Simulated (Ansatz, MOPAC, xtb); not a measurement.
**GeH4 (germane): the zero-point energy at each level's own minimum, rung by rung**

GeH4, singlet, SMILES `[GeH4]`. Each level relaxes the structure for itself.

Each level gives the zero-point energy at each level's own minimum (kJ/mol). The values are calculated.

| level | kind | program | value (kJ/mol) |
| --- | --- | --- | --- |
| PM6-D3H4 | semi-empirical | MOPAC | 78.6 |
| PM7 | semi-empirical | MOPAC | 72.2 |
| GFN2-xTB | semi-empirical | xtb | 75.8 |
| GFN1-xTB | semi-empirical | xtb | 75.9 |
| SVWN5/def2-TZVP | LDA | Ansatz | 75.5 |
| PBE-D3(BJ)/def2-TZVP | GGA | Ansatz | 75.3 |
| r2SCAN/def2-TZVP | meta-GGA | Ansatz | 77.8 |
| PBE0-D4/def2-TZVP | global hybrid | Ansatz | 77.8 |
| B3LYP-D4/def2-TZVP | global hybrid | Ansatz | 77.3 |

All-electron rows without a relativistic Hamiltonian named are non-relativistic. Harmonic and unscaled. The values span 72.2 to 78.6 kJ/mol.

The density functionals fall into two groups: SVWN5 and PBE lie close together at 75.5 and 75.3 kJ/mol, while r2SCAN, PBE0 and B3LYP lie higher, between 77.3 and 77.8 kJ/mol. In germane the zero-point energy comes almost entirely from hydrogen motion against a heavy, nearly stationary germanium atom, with the Ge–H stretches contributing most and the bends the rest. The lower values therefore probably reflect softer Ge–H bonds, a familiar tendency of local and gradient-corrected functionals for hydrides. Exact exchange is not required to reach the upper group, since r2SCAN gives the same value as PBE0 without it.

The semi-empirical methods show no comparable order. PM6-D3H4 and PM7 mark the two extremes of the table despite their related Hamiltonians, which suggests sensitivity to the germanium and hydrogen parameters. The two xTB variants nearly coincide and fall between the two groups of functionals, but a matching total does not establish matching force constants, because errors in stretches and bends can cancel in the sum.
